The fragment treated here is planar C–GaH₂, with both hydrogen atoms on gallium. The first of the two states compared is a quartet, with three unpaired electrons; the second is a sextet, with five. The runs don't show whether the quartet is the ground state. The gap is the energy needed to go from the first to the second while the atoms stay where they are, 6.030 eV at the reference level. R and U stand for restricted and unrestricted orbitals. SD, T and Q in the coupled-cluster names stand for single and double, triple and quadruple excitations, and brackets mark a part added by perturbation theory.

Errors in the vertical quartet–sextet gap of neutral CH₂Ga, computed with Ansatz 0.2.0 at the listed levels in the cc-pVDZ basis, relative to RCCSDTQ in the same basis. Both states have the same PBE0/def2-TZVP geometry, and relativity is neglected. The correlated wave-function methods keep C 1s and Ga 1s to 3d frozen.

| level | this level less the reference (RCCSDTQ, same basis) (meV) |
| --- | --- |
| UHF | -136.0 |
| RMP2 | 19.0 |
| UMP2 | 71.0 |
| RCCSD | 32.0 |
| UCCSD | 12.0 |
| RCCSD(T) | 6.0 |
| UCCSD(T) | -7.0 |
| BCCD(T) | 7.0 |
| RCCSDT | 2.0 |
| UCCSDT | -10.0 |
| RCCSDT(Q) | 0.0 |
| UCCSDT(Q) | -12.0 |
| CASSCF valence | -10.0 |
| NEVPT2 valence | -66.0 |
| MRCISD valence | 25.0 |
| MRCISD+Q valence | 8.0 |
| PBE | -363.0 |
| r2SCAN | -386.0 |
| PBE0 | -241.0 |
| B3LYP | -110.0 |
| wB97M-V | 84.0 |
| B2PLYP | -20.0 |
| RPA-PBE | -179.0 |

*What does the sign of an error say, and which sign do the large errors have?* A negative error means that the gap is too small, so that the level places the sextet too low relative to the quartet. Every error beyond 100 meV in the table is negative: those of UHF, PBE, r2SCAN, PBE0, B3LYP and RPA. The largest, that of r2SCAN, is about 6 % of the reference gap. A level can go wrong in the other direction too, as wB97M-V does with 84 meV.

*Why should Hartree–Fock favour the sextet?* Electrons of equal spin avoid each other already in a single determinant, because the wave function changes sign when two of them are exchanged. Electrons of opposite spin don't, and their mutual avoidance is most of what Hartree–Fock leaves out. The quartet has six valence electrons with spin up and three with spin down, hence 6 × 3 = 18 opposite-spin pairs; the sextet has 7 × 2 = 14. Correlation should therefore lower the quartet more and widen the gap.

The numbers agree with this argument in sign: from UHF to UCCSDT(Q) the gap grows by 124 meV. The count says nothing reliable about the size, because pairs differ in how strongly they are correlated. One reservation applies to this comparison and to those with MP2 and the functionals. The coupled-cluster runs started from a determinant that isn't the lowest one, so part of such a difference may come from a change of state. For the same reason, the reference gap belongs to the two states that coupled cluster followed, which need not be the lowest of their spins.

*How can a gap be better than the two energies from which it is made?* The error of a gap is the error of the sextet less the error of the quartet, and whatever the two have in common drops out. Take RCCSD, measured against RCCSDT(Q), whose gap agrees with the reference to the last digit shown. The quartet energy from the same calculations lies about 120 meV too high, and the gap is 32 meV too large. If both levels describe the same two states, the sextet must lie 120 + 32, or about 152 meV, too high.

Both states thus lack triple excitations, and the sextet lacks them somewhat more. The perturbative triples of RCCSD(T) remove most of the fault in each state, and the gap error falls to 6 meV. Counting pairs would not have foretold this order, since the sextet has fewer opposite-spin pairs and still needs the triples more. The count is a guide to the correlation that Hartree–Fock omits, not to the small part that remains after single and double excitations.

*Is UCCSD, with an error of 12 meV, better than RCCSD with 32?* Hardly, because the two ladders of methods end at different places. The restricted one ends at the reference, the unrestricted one 12 meV below it. Measured from the end of its own ladder, UCCSD is 24 meV too high. Most of its apparent advantage is a shift downwards that happens to offset the lack of triples.

A simple model makes this visible: the unrestricted gap is taken as the restricted gap less a constant, fixed by the two CCSDT(Q) rows. It meets the CCSD(T) and CCSDT rows, which had no part in fixing the constant, to within 1 meV. For CCSD it fails by 8 meV, since without triples the result still depends more on the orbitals from which the calculation starts. The output after the text lists the steps.

The constant itself comes mainly from the sextet, which the unrestricted calculation puts about 14 meV lower, against 2 meV for the quartet. With all excitations included and the same frozen core, the choice of starting orbitals would no longer matter. The cores, however, are taken from different Hartree–Fock solutions and need not be identical. That is a likely source of the shift, though the runs shown here don't test it.

*Does a small error prove that a level describes correlation well?* CASSCF shows that it doesn't. It distributes the valence electrons over the valence orbitals in every possible way, but finds only about a third of the quartet's correlation energy. Its gap is nevertheless only 10 meV too small. The large remainder, which comes from excitations into higher orbitals, must be nearly equal in the two states.

Such a balance is easily upset by an approximate correction. NEVPT2 adds the remainder by perturbation theory and moves the gap to 66 meV below the reference, although it contains more of the physics than CASSCF. MRCISD+Q, which treats the same excitations by configuration interaction and then corrects for the omitted higher ones, comes within 8 meV. What matters for a gap is whether an added piece of correlation is equally good in both states.

RMP2 carries the same lesson further. Its quartet energy is about 1 eV too high, yet its gap is off by only 19 meV. UMP2, which is built on the same idea, misses by 71 meV. A level that relies on so complete a cancellation gives no assurance for the next molecule, or even for the next choice of orbitals.

*Would more exact exchange cure the density functionals?* The step from PBE to PBE0 suggests so: replacing a quarter of the exchange by exact exchange widens the gap by 122 meV and reduces the error. This runs against a rule familiar from many transition-metal complexes, where exact exchange favours the state of higher spin. There the electrons are rearranged within a d shell; here one has to leave a valence pair of a main-group fragment. The rule should therefore not be carried over without a test.

B3LYP provides a test of the exchange share as the sole explanation. It has 20 % exact exchange, four fifths of PBE0's share, so a straight line through PBE and PBE0 predicts −363 + 0.8 × 122, or about −265 meV. The computed error is −110 meV. The line was drawn through two rows and fails at the third by more than the whole step from PBE to PBE0.

The exchange share is thus only part of the story, for B3LYP also differs from PBE0 in its approximate exchange and in its correlation. The correlation part offers a plausible reason. The LYP formula gives no correlation energy at all to electrons that have only one spin direction, and should thus give too little to a strongly polarised state. That would raise the sextet and widen the gap, which is the direction seen, but the table doesn't separate this effect from the change in exchange.

*What would change with another element, another process or a larger basis, and which digits can be trusted?* With aluminium in place of gallium, the neglect of relativity would matter less; with indium it would matter more, but there the settings used here bring in a core potential that already contains the main relativistic effects. Ionisation would be a harder test than the present gap. Going from quartet to sextet keeps all 36 pairs of valence electrons and, on balance, turns only four of them from opposite to equal spin, whereas ionisation removes eight pairs altogether. Less correlation is then shared by the two states, and Hartree–Fock usually errs more.

Within the chosen basis and frozen core, the two coupled-cluster ladders agree to 12 meV, so 6.03 eV is uncertain by about one unit in its last digit. As a statement about the real fragment it is much less certain. The basis is small, and relativity is left out for gallium; both faults are in the reference as well as in the other rows, so the listed errors can't reveal them. They may well alter the first decimal, and a difference of a few meV between two good methods then has no bearing on experiment. The errors of the functionals may themselves shift in a larger basis, because coupled cluster usually gains more from one than a functional does.

Gallium–carbon fragments matter in the vapour deposition of gallium semiconductors. Even the smallest gap in the table, 5.6 eV, is far above the thermal energy in a reactor, so heat alone would not populate this sextet at the quartet's geometry. For that conclusion any of the levels would do. The choice among them matters when two spin states lie within a few tenths of an eV of each other, and there the safest sign is a gap that stays put as triples and then quadruples are added.

The analysis program printed:

```
smallest gap of all levels, eV: 5.644
largest gap of all levels, eV: 6.114
largest error as share of the reference gap, percent: 6.401
gap change from UHF to UCCSDT(Q), meV: 124
gap change from UHF to UMP2, meV: 207
quartet energy, RCCSD above RCCSDT(Q), meV: 120.5
sextet energy, RCCSD above RCCSDT(Q), derived, meV: 152.5
quartet energy, RCCSD(T) above RCCSDT(Q), meV: 30.59
sextet energy, RCCSD(T) above RCCSDT(Q), derived, meV: 36.59
quartet energy, RMP2 above RCCSDT(Q), meV: 1030
share of quartet correlation energy found by CASSCF, percent: 34.48
restricted less unrestricted gap at CCSD, meV: 20
restricted less unrestricted gap at CCSD(T), meV: 13
restricted less unrestricted gap at CCSDT, meV: 12
restricted less unrestricted gap at CCSDT(Q), meV: 12
UCCSD gap less UCCSDT(Q) gap, meV: 24
UCCSD(T) gap less UCCSDT(Q) gap, meV: 5
quartet, unrestricted below restricted CCSDT(Q), meV: 2.4
sextet, unrestricted below restricted CCSDT(Q), derived, meV: 14.4
gap change from PBE to PBE0, meV: 122
B3LYP error predicted by the exact-exchange line, meV: -265.4
B3LYP error less that prediction, meV: 155.4
gap change from CASSCF to NEVPT2, meV: -56
gap change from MRCISD to MRCISD+Q, meV: -17
```
